## Site potential and cell constant in the Watson-sphere radius

Free O$^{2-}$ is unbound, so the potential-induced breathing (PIB) model computes its density inside a shell of charge $Q=|z|=2$ and radius $R_W$. In atomic units an electron has potential energy $-Q/R_W$ inside and $-Q/r$ outside. PIB equates $Q/R_W$ to the point-ion potential at the site (Ewald convention, zero cell average), $V_{\rm O}=m_{\rm O}|z|/r_0$, with $r_0$ the cation–anion distance:
$$R_W=r_0/m_{\rm O}.$$
Only the interior potential depends on $R_W$, so the Hellmann–Feynman theorem gives
$$\frac{dE_{\rm el}}{dR_W}=\frac{|z|\,N_{\rm in}(R_W)}{R_W^2},$$
where $N_{\rm in}$ counts electrons inside the shell and $E_{\rm el}$ includes the electron–shell interaction, which is subtracted before the ion energy enters the crystal energy $U$. Since $R_W$ follows the positions, PIB forces contain $-\sum_j(\partial U/\partial R_{W,j})\nabla_iR_{W,j}$. In variationally induced breathing (VIB) $R_W$ minimises $U$ and this term vanishes.

The cell constant $M$ is defined by $E=-M|z_+z_-|/r_0$ per formula unit. We compress MgO (typical $a=4.21$ Å, $r_0=2.105$ Å) and the high-temperature fluorite form of HfO$_2$ (typical $a=5.08$ Å, $r_0=\sqrt3a/4=2.200$ Å) by 10 % in volume, with formal charges assumed. Lengths scale by $0.9^{1/3}=0.9655$.

### A wrong attempt

This calculation is wrong. In rocksalt $V_i=-Mz_i/r_0$ with $M=1.7476$, and $R_W=r_0/M$. Carry the rule to fluorite, where $M=2.5194$:
$$V_{\rm O}=M|z|/r_0\qquad\text{(faulty line)}.$$
It gives $R_W=0.873$ Å, shrinking to $0.843$ Å.

### Symptom

Site potentials must return the cell energy, $E=\tfrac12\sum_iz_iV_i$. The borrowed rule gives $-\tfrac12(16+4+4)M/r_0=-12M/r_0$ for HfO$_2$, whereas the definition of $M$ demands $-8M/r_0$. The answer also depends on bookkeeping: with $z^2$ factored out instead of $|z_+z_-|$, the cell constant is $5.0388$. The fractional breathing gives no warning, since $R_W\propto\Omega^{1/3}$ ($\Omega$ the volume) shrinks by 3.45 % for any constant.

### The faulty line and its repair

Write $V_{\rm Hf}=-m_{\rm Hf}|z|/r_0$. The sum rule gives $E=-4(m_{\rm Hf}+m_{\rm O})/r_0$, hence
$$M=\tfrac12\,(m_{\rm Hf}+m_{\rm O}).$$
$M$ is an average over inequivalent sites. In rocksalt, exchanging the sublattices reverses all charges, the two site constants are equal, and each equals $M$. Fluorite lacks this symmetry.

To find $m_{\rm O}$, note that the anions form a simple cubic array whose cube centres carry alternately $2|z|$ and $0$. This is $|z|$ on every centre, the CsCl structure with the same $r_0$, plus an alternating $\pm|z|$ pattern. Reflection in an anion plane reverses that pattern, so its potential vanishes at the anions. Therefore $m_{\rm O}=M_{\rm CsCl}=1.7627$ and $m_{\rm Hf}=2M-m_{\rm O}=3.2761$.

With $e^2/4\pi\varepsilon_0=14.3996$ eV Å, primes marking the compressed state and $\Delta V=V'-V$ formed before rounding:

| O$^{2-}$ in | $R_W$ (Å) | $R_W'$ (Å) | $V$ (V) | $V'$ (V) | $\Delta V$ (V) | $Q/R_W'^2$ (eV/Å) |
|---|---|---|---|---|---|---|
| MgO | 1.205 | 1.163 | 23.9 | 24.8 | 0.85 | 21.3 |
| HfO$_2$, site constant | 1.248 | 1.205 | 23.1 | 23.9 | 0.82 | 19.8 |
| HfO$_2$, wrong | 0.873 | 0.843 | 33.0 | 34.2 | 1.18 | 40.5 |

The last column is $dE_{\rm el}/dR_W$ per enclosed electron. Integrating it at fixed $N_{\rm in}$, compression lowers $E_{\rm el}$ by $e\,\Delta V$ per enclosed electron. The totals need $N_{\rm in}(R_W)$ from an atomic calculation, and that number differs between the two HfO$_2$ spheres.

### Size of the error

For MgO the error is exactly zero at any hydrostatic compression of the rocksalt structure, which is how the habit survives. For fluorite HfO$_2$ the ratio $M/m_{\rm O}=1.429$ makes $R_W$ 30.0 % too small, $V$ and $\Delta V$ 42.9 % too large, and the slope per enclosed electron 2.04 times too large. The misplacement of the uncompressed sphere, 0.375 Å, is 8.7 times the 0.043 Å breathing under study. These radii and potentials belong to the formal-charge point-ion model and are not observables of either oxide.